**TeF3 radical: forecasting PBE0 and Hartree–Fock from the other rungs**

Scales first. Breaking T-shaped TeF3 into atoms costs about 1050 kJ/mol, or 1050/3 = 350 per bond. Removing an electron costs about 10.5 eV and adding one returns about 2.4 eV, some 8 eV apart, while the orbital gaps of the known density functionals span only 1.1 to 2.7 eV. Are these rows enough to fix PBE0 and HF?

TeF3 radical (doublet) at its PBE0 geometry, computed with PySCF 2.14.0: unrestricted methods, def2-TZVP with a core potential on Te, density fitting, no spin-orbit coupling, frozen cores in MP2. Atomisation is to high-spin ground-configuration atoms, without zero-point energy; ionisation and attachment are vertical, from total-energy differences.

| method | exact exchange, long range (%) | atomisation (kJ/mol) | ionisation (eV) | attachment (eV) | HOMO (eV) | LUMO (eV) | dipole (D) |
| --- | --- | --- | --- | --- | --- | --- | --- |
| PBE | 0 | 1157 | 10.07 | 2.16 | -6.56 | -5.43 | 2.20 |
| r2SCAN | 0 | 1079 | 10.46 | 2.31 | -7.05 | -5.32 | 2.26 |
| HSE06 | 0 | 1036 | 10.61 | 2.46 | -7.68 | -5.19 | 2.40 |
| TPSSh | 10 | 1060 | 10.39 | 2.34 | -7.33 | -5.16 | 2.28 |
| r2SCANh | 10 | 1037 | 10.65 | 2.40 | -7.62 | -5.04 | 2.33 |
| B3LYP | 20 | 1044 | 10.57 | 2.50 | -7.78 | -5.08 | 2.44 |
| PBE0 | 25 | ? | ? | ? | ? | ? | ? |
| HF | 100 | ? | ? | ? | ? | ? | ? |
| MP2 | n/a | 1061 | 10.44 | 2.50 | n/a | n/a | n/a |

**Reading the known rows.** The exact-exchange column gives each functional's defined long-range share. HSE06's 0 hides 25% at short range, so it is a hybrid. The share alone orders the rows poorly: PBE and r2SCAN differ by 78 kJ/mol at 0%, which is PBE's established overbinding, and B3LYP binds more than r2SCANh. Two pairs within a family are cleaner. From r2SCAN to r2SCANh and from PBE to HSE06, atomisation falls (by 42 and 121 kJ/mol) while ionisation, attachment and dipole rise. That the bonds turn more ionic and leave tellurium more positive is my guess, consistent with the dipole.

Define two defects, $d_I$ = ionisation + HOMO and $d_A$ = attachment + LUMO. A semilocal energy curves upward as an orbital is filled fractionally, because the electron repels itself, so the HOMO lies too high and the LUMO too low. PBE gives $+3.51$ and $-3.27$ eV. The two are near mirror images, within 0.4 eV in all six functionals. Both ions are singlets, so ionisation empties and attachment fills the singly occupied orbital, and HOMO and LUMO should be its filled and empty spin partners; the mirror alone would not show this, since closed-shell molecules can display it too. HF has the opposite signs by Koopmans' argument: frozen orbitals give zero defects, and relaxation lowers each ion, so $d_I\le 0$ and $d_A\ge 0$ for the lowest solutions.

**Model.** At fixed density, mixing a share $a$ is linear: $E(a)=E(0)+a\,(E_x^{\rm HF}-E_x^{\rm semilocal})$.

PBE0 is HSE06 with the long-range exchange restored. For the screening constant $\omega=0.11$ bohr$^{-1}$ that interaction is nearly flat across an exchange hole, $\mathrm{erf}(\omega r)/r\approx 2\omega/\sqrt\pi$. An exact and a semilocal hole each hold one electron, so both give $-N\omega/\sqrt\pi$ for $N$ electrons, and energy differences should carry over. Levels do not: the exact operator lowers occupied orbitals by $2\omega/\sqrt\pi$ and leaves empty ones alone, whereas the semilocal potential lowers both by $\omega/\sqrt\pi$. The HOMO falls and the LUMO rises by $a\omega/\sqrt\pi = 0.25\times0.11/1.772=0.0155$ hartree $=0.42$ eV, so the HOMO goes from $-7.68$ to $-8.10$ eV. Nothing is fitted. The bar combines the distance to a second estimate (PBE plus 2.5 r2SCAN-to-r2SCANh steps), 20% of the shift and rounding.

HF needs $a=1$ and no correlation. For ionisation the two families give $10.07+4\times0.54=12.23$ and $10.46+10\times0.19=12.36$ eV; their mean less a rough recalled 0.9 eV for the semilocal correlation functional, which the lines still contain, is 11.4 eV. The corresponding rough recalled sizes are 1.1 eV for attachment, where electrons pair, and 80 kJ/mol per bond; for defects and dipole I assume zero. Atomisation comes to 426 kJ/mol this way and to $1061-3\times180=521$ from MP2 with a rough recalled 180 per bond for all of its correlation; I average the two. MP2 serves as a stepping stone, not a benchmark. Levels follow from the defects. These bars add judged allowances for correlation and curvature, and they assume that unrestricted HF stays in the same state, without heavy spin contamination or an ion with its charge on one fluorine.

**Forecasts.** PBE0 stays at HSE06 in its energies, with a gap about 0.8 eV wider. HF stays bound at under 60% of MP2, has the highest ionisation and dipole, and both defects change sign. The bars are judged ranges, not statistics.

| | PBE0 | HF |
|---|---|---|
| atomisation (kJ/mol) | 1036 ± 16 | 474 ± 123 |
| ionisation (eV) | 10.61 ± 0.07 | 11.4 ± 0.5 |
| attachment (eV) | 2.46 ± 0.08 | 2.2 ± 0.45 |
| HOMO (eV) | −8.10 ± 0.15 | −11.8 ± 0.6 |
| LUMO (eV) | −4.77 ± 0.09 | −1.55 ± 0.6 |
| $d_I$ (eV) | 2.51 ± 0.10 | −0.44 ± 0.36 |
| $d_A$ (eV) | −2.31 ± 0.10 | +0.63 ± 0.36 |
| dipole (D) | 2.40 ± 0.03 | 2.98 ± 0.18 |

The withheld rows as computed:

| method | exact exchange, long range (%) | atomisation (kJ/mol) | ionisation (eV) | attachment (eV) | HOMO (eV) | LUMO (eV) | dipole (D) |
| --- | --- | --- | --- | --- | --- | --- | --- |
| PBE0 | 25 | 1034 | 10.63 | 2.44 | -8.10 | -4.74 | 2.39 |
| HF | 100 | 503 | 11.08 | 2.01 | -11.83 | -1.27 | 2.75 |

**PBE0.** All eight values lie within a third of their bars. Against HSE06 the energies move by 2 kJ/mol and 0.02 eV, a few last digits, while the HOMO falls 0.42 and the LUMO rises 0.45 eV. The two functionals are twins by construction, so this confirms the flat-interaction argument and says nothing about accuracy. By the same argument, untested here beyond this molecule, screening should leave energy differences of other small molecules nearly alone and narrow their orbital gaps by about $2a\omega/\sqrt\pi$.

**HF.** The qualitative forecasts hold: atomisation is 47% of MP2's, and the defects are $-0.75$ and $+0.74$ eV, so the gap of 10.56 eV now exceeds ionisation minus attachment, 9.07 eV. Seven values fall inside bars that were wide. The dipole misses: 2.75 D lies 0.23 below the forecast, 1.3 bars. The assumed state held: $\langle S^2\rangle$ is 0.77506 (0.7544 in PBE0) against 0.75 for a pure doublet, both ions have zero, and the unpaired spin stays on tellurium (Mulliken spin 0.86 in PBE0, 0.92 in HF), so spin contamination is an unlikely cause. The bonds do turn more ionic, as guessed, with the Mulliken charge on tellurium rising from about 1.2 in PBE0 to 1.5 in HF. More probably polarity saturates with $a$, and semilocal correlation may itself add some; these rows cannot separate the two, but a run with full exact exchange plus PBE correlation would.

Two hits flatter the model. The HOMO lands within 0.01 eV because ionisation and $d_I$ both came out 0.31 eV low and the level is their difference. In atomisation the MP2 route was 18 kJ/mol high (MP2 minus HF is 186 per bond), the line route 77 low. Measured from the line through the computed PBE and PBE0 values, HF lies 162 kJ/mol lower where I removed 240, and 1.23 eV lower in ionisation where I removed 0.9. These offsets mix correlation with curvature. Nor does MP2 support my allowances as correlation at large: its ionisation lies 0.64 eV below HF's, the opposite sign, and its attachment only 0.49 eV above, where I removed 1.1. They can stand only for the semilocal correlation functional, and the hits do not establish their sizes.

A least-squares line through the six known functionals against the printed share does about as well for the HF ionisation (0.35 eV off) but misses the atomisation by 313 kJ/mol and the LUMO by 2.66 eV, since HF also lacks correlation and families differ.

None of this ranks the methods against nature. Spin-orbit coupling in the atoms would lower every atomisation by roughly 30 kJ/mol (recalled), more than the PBE0 bar, though alike in all rows. Attachment is too low without diffuse functions, and the HF LUMO and $d_A$ should be sensitive to the same lack. The vertical ionisation lies above the adiabatic one, because the closed-shell cation prefers a pyramid.
